**Q.** I use core lines of highly charged lutetium as charge-state markers. How does the distance between the 3s and 3d levels respond when electrons are stripped off, and why?

**A.** The table gives the Hartree-Fock answer, without relativity. ε(3d) and ε(3s) are orbital eigenvalues, <r> is the mean radius of an orbital, and I call ε(3s) − ε(3d) the gap.

Neutral lutetium and its ions, computed with B-spline radial code 1 for a spherical atom: non-relativistic Hartree-Fock at the basis-set limit, with a point nucleus and an average over each configuration. ε is the eigenvalue and <r> the mean radius of the occupied 3d or 3s orbital.

```csv
species,Z,charge (e),electrons,configuration,ε(3d) (eV),ε(3s) (eV),ε(3s) − ε(3d) (eV),<r>(3d) (bohr),<r>(3s) (bohr),<r>(3s)/<r>(3d)
Lu,71,0,71,[Xe] 4f14 5d1 6s2,-1666.33,-2238.65,-572.319,0.19390,0.22980,1.1852
Lu2+,71,2,69,[Xe] 4f14 6s1,-1683.54,-2255.85,-572.314,0.19390,0.22980,1.1852
Lu5+,71,5,66,[Xe] 4f12,-1745.20,-2318.01,-572.801,0.19390,0.22981,1.1852
Lu8+,71,8,63,[Kr] 4d10 4f13 5s2 5p2,-1794.14,-2366.31,-572.175,0.19387,0.22978,1.1852
Lu11+,71,11,60,[Kr] 4d10 4f12 5s2,-1871.06,-2443.19,-572.127,0.19383,0.22974,1.1853
Lu14+,71,14,57,[Kr] 4d10 4f10 5s1,-1971.16,-2543.29,-572.127,0.19375,0.22971,1.1856
Lu17+,71,17,54,[Kr] 4d10 4f8,-2082.49,-2654.46,-571.975,0.19362,0.22963,1.1860
Lu19+,71,19,52,[Kr] 4d10 4f6,-2173.89,-2746.11,-572.216,0.19347,0.22951,1.1863
Lu22+,71,22,49,[Kr] 4d10 4f3,-2322.95,-2895.34,-572.393,0.19315,0.22924,1.1869
Lu25+,71,25,46,[Kr] 4d10,-2485.68,-3057.93,-572.251,0.19271,0.22886,1.1876
Lu28+,71,28,43,[Kr] 4d7,-2656.73,-3225.97,-569.237,0.19230,0.22822,1.1868
Lu31+,71,31,40,[Kr] 4d4,-2836.13,-3401.78,-565.647,0.19155,0.22749,1.1877
Lu34+,71,34,37,[Kr] 4d1,-3023.74,-3585.19,-561.453,0.19071,0.22669,1.1887
Lu36+,71,36,35,[Ar] 3d10 4s2 4p5,-3151.79,-3709.89,-558.099,0.19013,0.22615,1.1895
Lu39+,71,39,32,[Ar] 3d10 4s2 4p2,-3346.99,-3899.31,-552.315,0.18927,0.22536,1.1907
Lu42+,71,42,29,[Ar] 3d10 4s1,-3547.46,-4091.94,-544.475,0.18838,0.22484,1.1935
Lu45+,71,45,26,[Ar] 3d8,-3857.30,-4370.88,-513.576,0.18507,0.22229,1.2011
Lu48+,71,48,23,[Ar] 3d5,-4231.97,-4701.85,-469.882,0.18074,0.21881,1.2106
Lu51+,71,51,20,[Ar] 3d2,-4620.07,-5042.64,-422.569,0.17663,0.21540,1.2195
```

The gap is negative in every row, so 3s lies deeper. It then passes through three regimes. From Lu to Lu25+ both levels fall by 819.3 eV while the gap stays within a band 0.83 eV wide. From Lu25+ on every step narrows it, by 1.2 eV per 4d electron on average and 1.9 eV per 4p electron. Once the 3d shell itself is open, each electron is worth about 15 eV. The shell that loses the electron decides the step. A parabola in the charge alone misses by 15 eV rms and by 37 eV at Lu51+.

**Q.** The 3s orbital is the larger one in every row. Why is it bound more strongly?

**A.** In a non-relativistic one-electron ion 3s and 3d are degenerate, have the same $\langle 1/r\rangle$, and have radii $13.5/Z$ and $10.5/Z$ bohr, a ratio of $9/7 = 1.2857$. The 3s density is spread more widely: two inner lobes reach inside the n = 1 and n = 2 shells and the main lobe lies far out, whereas the centrifugal barrier confines 3d to one lobe. Add the inner electrons. The 3d electron is nearly always outside them and feels their full repulsion; the 3s electron is partly inside and feels less. That is penetration, and theory argues it as the origin of the order. The n = 3 electrons push the same way, since a 3d electron repels another 3d electron more than it repels 3s, and they supply a sizeable part of the gap.

The same calculation carries its trace: in Lu8+, $\langle 1/r\rangle$ is 6.335 per bohr for 3s and 6.170 for 3d. The extra nuclear attraction that follows, $Z\,\Delta\langle 1/r\rangle$, is 56 to 62 % of the gap in the three ions where I evaluated it; kinetic energy and repulsion together supply the rest. A single screened charge per orbital doesn't describe the situation either. Charges read from the radii and put into $-Z_\mathrm{eff}^2/18$ hartree give −784 eV for Lu, and the table's gap is only 71 to 74 % of this model's in all rows, because the screening varies with distance, and a charge that fits the radius then needn't fit the energy.

**Q.** Why do 25 ionisations leave the gap alone?

**A.** Think of a thin charged spherical shell in electrostatics. Inside it the potential is constant, so taking the shell away shifts every enclosed level by the same amount and exerts no force. In orbital terms, removing an electron $b$ with all orbitals frozen lowers $\varepsilon(a)$ by the averaged repulsion $J(a,b)$, the direct integral $F^0$ less exchange, so that

$$\Delta(\text{gap}) = J(3d,b) - J(3s,b).$$

If $b$ lies wholly outside n = 3, both terms equal $\langle 1/r\rangle_b$ and cancel. The analogy also predicts that each level falls as much as the electrons' potential at the nucleus, $V_0$, which is the electron–nucleus energy divided by $-Z$. For the 5d and 6s electrons of the step Lu to Lu2+ the falls per electron are 8.61 eV (3d), 8.60 eV (3s) and 8.60 eV ($V_0$), with nothing fitted.

The analogy ends where the removed charge overlaps n = 3, and it knows neither exchange nor the relaxation of the remaining orbitals. The numbers show the boundary. The fall of 3d and 3s relative to that of $V_0$ is 1.020 for both over the plateau, 0.922 and 0.903 while 4d empties, and 0.794 and 0.699 while 3d empties. Charge that lies partly inside an orbit acts on it with less than the central potential, and less on 3s, whose main lobe lies farther out. The 2 % excess on the plateau has the opposite sign and comes mostly with the 4f steps. I attribute it to relaxation, since the n = 3 and n = 4 shells contract and restore more potential at the nucleus than at the n = 3 radius, but that is an argument and the numbers don't isolate it. Nor are the 4f electrons, 14 of the 25, truly outside: in Lu8+ the radial maximum of 4f lies slightly inside that of 4d. The shell picture explains why both levels fall by nearly the same hundreds of eV. That the gap holds to under 1 eV while 4f empties needs, in addition, a frozen narrowing offset by a relaxation that widens the gap.

**Q.** Can you get the 15 eV per 3d electron with pencil and paper?

**A.** Nearly. Start with the 3d level in the step Lu42+ to Lu45+, which removes two 3d electrons and the 4s electron. The calculation's Slater integrals for Lu42+ give the configuration averages

$$J(3d,3d) = F^0 - \tfrac{2}{63}(F^2+F^4) = 130.7 - \tfrac{2}{63}(67.2+43.4) = 127.2\ \text{eV},$$

$$J(3d,4s) = F^0 - \tfrac{1}{10}G^2 = 69.6 - 0.6 = 69.0\ \text{eV}.$$

The frozen fall is $2\times127.2+69.0 = 323.4$ eV; the table has $3857.30-3547.46 = 309.8$ eV, so the estimate is 4.4 % high relative to the table. No fit enters. These integrals are part of the Hartree-Fock eigenvalue by construction, so the comparison doesn't test the formula; it measures how much the contracting orbitals give back.

For the gap I also need $J(3s,3d)$, which I took from hydrogenic orbitals with charges fixed by the tabulated radii. For 3d in Lu42+ the charge is $10.5/0.18838 = 55.7$, and the resulting $F^0$ of 130.5 eV is close to the calculation's 130.7. At Lu45+ the model has $129.2 - 113.9 \approx 15.3$ eV per electron, at Lu48+ 16.2 and at Lu51+ 17.1. Averaged over the ends of each step this is about 8 % and 5 % above the table's 14.6 and 15.8 eV, again on the side that relaxation suggests. Two 3d electrons occupy the same compact lobe and repel more than a 3d and a spread-out 3s electron do. The slope grows with charge because Coulomb integrals rise as the orbitals shrink, and 3d shrinks faster than 3s: from Lu45+ to Lu51+ the model's J(3d,3d) rises from 129.2 to 135.3 eV, J(3s,3d) only from 113.9 to 118.3 eV.

**Q.** And the n = 4 shells in between?

**A.** Roughly, the further a shell reaches into the n = 3 region, the more each of its electrons is worth. The table gives 1.0 to 1.4 eV per 4d electron, rising as the ion contracts, and 1.9 eV per 4p electron. The 4s value comes only by subtraction: 4.0 eV from the step to Lu42+, and 3.8 eV from the step to Lu45+ if the 3d slope is allowed its drift, or 1.8 eV if it isn't; the table shows that drift, so 3.8 eV is the better value. The hydrogenic model gives 2.8, 2.7, 0.7 and 0.2 eV for 4s, 4p, 4d and 4f. It has the order, though 4s leads 4p barely and only through exchange (the direct parts are 1.31 and 1.99 eV), and not the sizes; its $\langle 1/r\rangle$ for 4d is 2.21 against the calculation's 2.71 per bohr, and its 4p orbital was sized at Lu25+, well before 4p is removed. The analysis printed below lists every step.

**Q.** Lu5+ has the most negative gap of all. Is that real?

**A.** It is real within the calculation, since −572.801 eV differs from both neighbours by about half an eV and the column is given to a thousandth. The row is in a different state from those that follow: it has 4f12 under a full 5s2 5p6, and the step to Lu8+ removes four 5p electrons and adds a 4f electron. Lu11+, also 4f12 but without 5p, is back at −572.127 eV. Qualitatively, losing 4f widens the gap a little and losing 5p or 5s narrows it. A fit of the ten rows Lu to Lu25+ to a constant and the counts of 4f, 5p and 5s electrons has those signs but lowers the scatter only from 0.21 to 0.13 eV, and Lu5+, which was in the fit, remains its worst row at −0.26 eV. The 4f increment isn't constant: the pure 4f steps give −0.120, −0.059 and +0.047 eV per electron.

So the table alone doesn't name the cause. Exchange with 4f looks too small to carry it: the net term, 3s–4f less 3d–4f, is only 0.04 eV in the hydrogenic model, whose 4f orbital is too diffuse ($\langle 1/r\rangle$ of 1.79 against 1.98 per bohr) for the sign to be trusted. The likely picture is a near-cancellation between a positive frozen term, which grows as 4f contracts and which the model underestimates, and a negative relaxation term, each larger than their sum. That would carry the net 4f step from negative to positive, as the pure 4f steps show. These are averages over configurations without correlation, and effects of a few tenths of an eV in 572 shouldn't be carried over to a spectrum.

**Q.** What about the radius ratio, with its dip at Lu28+?

**A.** Writing each radius as a screened charge gives ratio $= (9/7)\,Z_{3d}/Z_{3s}$, which merely restates the columns. For Lu the charges are 54.15 and 58.75: 3d is screened more, so it has swollen more and the ratio is below 9/7. Outer electrons exert almost no force inside, and the charges gain only 0.33 and 0.24 up to Lu25+. Each 3d electron removed then adds 0.45 to the 3d charge and 0.32 to the 3s charge, so the ratio climbs to 1.2195.

The ratio falls in one step only, from 1.1876 to 1.1868 at Lu28+, because <r>(3d) shrinks there at about half the rate of the next step. It jumps at Lu42+, where <r>(3s) shrinks more slowly than before. At Lu28+ the 4d shell opens above closed 3d, at Lu42+ the 4s shell above closed 3s. Closed shells of equal l can be mixed without changing the energy, and the program's choice of mixing changes just there. I regard the dip at Lu28+ as an artefact of that convention and the jump at Lu42+ as only partly one; the table alone doesn't separate the shares. The gap shows no kink at Lu28+, where the slopes 1.005, 1.197 and 1.398 eV are evenly spaced; the 4.0 eV for 4s is more likely raised by holding the 4p slope fixed than by the convention.

**Q.** What may I take to the laboratory?

**A.** The pattern, not the absolute gap. Relativity deepens 3s strongly at Z = 71, and the measured 3s–3d separation in lutetium is roughly 0.9 keV (a rough, recalled figure). The 3d level splits as well: the spin-orbit parameter for Lu8+, $1.64\times10^5$ cm⁻¹, times 5/2 is about 51 eV. A direct 3s–3d transition has Δl = 2 and is not an electric-dipole line, so the distance is usually read from differences of other lines, and eigenvalues leave out the relaxation around the core hole. The near-equal fall of the two levels rests on electrostatics and should survive, in neighbouring elements too, though a width under 1 eV depends on the 4f balance and may not. The 3s–3d distance is thus a poor marker of charge until 4d opens, while either level alone moves by 9 to 54 eV per electron. One more 3d electron removed from Lu51+ should narrow the gap by some 16 or 17 eV, which leaves a little over 400 eV. By the penetration argument that remainder comes mainly from the electrons of the argon core, and the one-electron degeneracy is approached only when those are stripped.

The analysis program printed:

```
rounding: levels 0.005 eV, gap 0.0005 eV, r 0.5e-5 bohr, ratio 0.5e-4; V0 = electron potential at nucleus
step, shells | fall/e (eV): 3d 3s V0 | dgap, dgap/e (eV) | per e: dr3d dr3s (1e-5 bohr), dratio (1e-4)
Lu>Lu2+ -1x6s -1x5d | 8.61 8.60 8.60 | +0.005 +0.002 | +0.0 +0.0 +0.0
Lu2+>Lu5+ -1x6s -2x4f | 20.55 20.72 19.34 | -0.487 -0.162 | +0.0 +0.3 +0.0
Lu5+>Lu8+ -4x5p +1x4f | 16.31 16.10 18.12 | +0.626 +0.209 | -1.0 -1.0 +0.0
Lu8+>Lu11+ -2x5p -1x4f | 25.64 25.63 25.92 | +0.048 +0.016 | -1.3 -1.3 +0.3
Lu11+>Lu14+ -1x5s -2x4f | 33.37 33.37 32.92 | +0.000 +0.000 | -2.7 -1.0 +1.0
Lu14+>Lu17+ -1x5s -2x4f | 37.11 37.06 36.72 | +0.152 +0.051 | -4.3 -2.7 +1.3
Lu17+>Lu19+ -2x4f | 45.70 45.83 43.82 | -0.241 -0.120 | -7.5 -6.0 +1.5
Lu19+>Lu22+ -3x4f | 49.69 49.74 47.69 | -0.177 -0.059 | -10.7 -9.0 +2.0
Lu22+>Lu25+ -3x4f | 54.24 54.20 52.19 | +0.142 +0.047 | -14.7 -12.7 +2.3
Lu25+>Lu28+ -3x4d | 57.02 56.01 61.33 | +3.014 +1.005 | -13.7 -21.3 -2.7
Lu28+>Lu31+ -3x4d | 59.80 58.60 64.85 | +3.590 +1.197 | -25.0 -24.3 +3.0
Lu31+>Lu34+ -3x4d | 62.54 61.14 68.36 | +4.194 +1.398 | -28.0 -26.7 +3.3
Lu34+>Lu36+ -1x4d -1x4p | 64.03 62.35 72.90 | +3.354 +1.677 | -29.0 -27.0 +4.0
Lu36+>Lu39+ -3x4p | 65.07 63.14 77.19 | +5.784 +1.928 | -28.7 -26.3 +4.0
Lu39+>Lu42+ -2x4p -1x4s | 66.82 64.21 80.82 | +7.840 +2.613 | -29.7 -17.3 +9.3
Lu42+>Lu45+ -1x4s -2x3d | 103.28 92.98 128.62 | +30.899 +10.300 | -110.3 -85.0 +25.3
Lu45+>Lu48+ -3x3d | 124.89 110.32 156.70 | +43.694 +14.565 | -144.3 -116.0 +31.7
Lu48+>Lu51+ -3x3d | 129.37 113.60 163.58 | +47.313 +15.771 | -137.0 -113.7 +29.7
Lu>Lu25+: fall 3d 819.3 3s 819.3 V0 803.5 eV; /V0 1.020 1.020; dgap +0.068, per e +0.003
Lu25+>Lu34+: fall 3d 538.1 3s 527.3 V0 583.6 eV; /V0 0.922 0.903; dgap +10.798, per e +1.200
Lu45+>Lu51+: fall 3d 762.8 3s 671.8 V0 960.8 eV; /V0 0.794 0.699; dgap +91.007, per e +15.168
plateau Lu..Lu25+: gap -572.801 to -571.975, spread 0.826, std 0.210 eV; Lu>Lu51+ dgap +149.7 eV (26.2 %)
plateau count fit: g0 -572.442; per removed 4f -0.047 5p +0.069 5s +0.137 eV; rms 0.125
 residuals (eV): Lu +0.12 Lu2+ +0.13 Lu5+ -0.26 Lu8+ +0.04 Lu11+ -0.00 Lu14+ -0.05 Lu17+ +0.06 Lu19+ -0.08 Lu22+ -0.12 Lu25+ +0.16
4s by subtraction (eV): 39>42 3.98; 42>45 1.77 (fixed 3d slope), 3.78 (drifting)
rival, gap quadratic in charge: rms 14.9 eV, worst Lu51+ +36.6 eV
outputs Lu42+: F0(dd) 130.7 J(dd) 127.2 F0(d4s) 69.6 J(d4s) 69.0; frozen 3d fall 42>45 323.4 vs table 309.8 eV (+4.4 %)
hydrogenic Lu42+, b=3d: F0(dd) 130.5 J(3d,b) 126.9 J(3s,b) 112.3 dgap/e +14.60 eV
hydrogenic Lu45+, b=3d: F0(dd) 132.8 J(3d,b) 129.2 J(3s,b) 113.9 dgap/e +15.27 eV
hydrogenic Lu48+, b=3d: F0(dd) 136.0 J(3d,b) 132.3 J(3s,b) 116.1 dgap/e +16.17 eV
hydrogenic Lu51+, b=3d: F0(dd) 139.2 J(3d,b) 135.3 J(3s,b) 118.3 dgap/e +17.05 eV
hydrogenic Lu42+, b=4s: F0 3d 65.3 3s 64.0; direct +1.31 exch +1.52 dgap/e +2.83 eV; <1/r> 2.91 vs output 3.24
hydrogenic Lu25+, b=4p: F0 3d 65.2 3s 63.2; direct +1.99 exch +0.69 dgap/e +2.69 eV; <1/r> 2.97 vs output 2.85
hydrogenic Lu25+, b=4d: F0 3d 57.7 3s 56.9; direct +0.85 exch -0.13 dgap/e +0.72 eV; <1/r> 2.21 vs output 2.71
hydrogenic Lu8+, b=4f: F0 3d 48.6 3s 48.5; direct +0.17 exch +0.04 dgap/e +0.21 eV; <1/r> 1.79 vs output 1.98
rival, gap=-(Zs^2-Zd^2)/18 from radii: Lu -784, Lu51+ -596 eV; table/model 0.709 to 0.741
Lu: Zeff 3d 54.15 3s 58.75; screening 16.85 12.25; ratio 1.1852, 9/7 - ratio 0.1005
Lu45+: Zeff 3d 56.74 3s 60.73; screening 14.26 10.27; ratio 1.2011, 9/7 - ratio 0.0846
Lu51+: Zeff 3d 59.45 3s 62.67; screening 11.55 8.33; ratio 1.2195, 9/7 - ratio 0.0662
Zeff gain per 3d removed: 3d 0.452 3s 0.324; total Lu>Lu25+: 0.33 0.24; 9/7 = 1.2857
-Z d<1/r> vs gap (eV): Lu8+ -319 vs -572 (56 %); Lu25+ -324 vs -572 (57 %); Lu42+ -335 vs -544 (62 %)
```
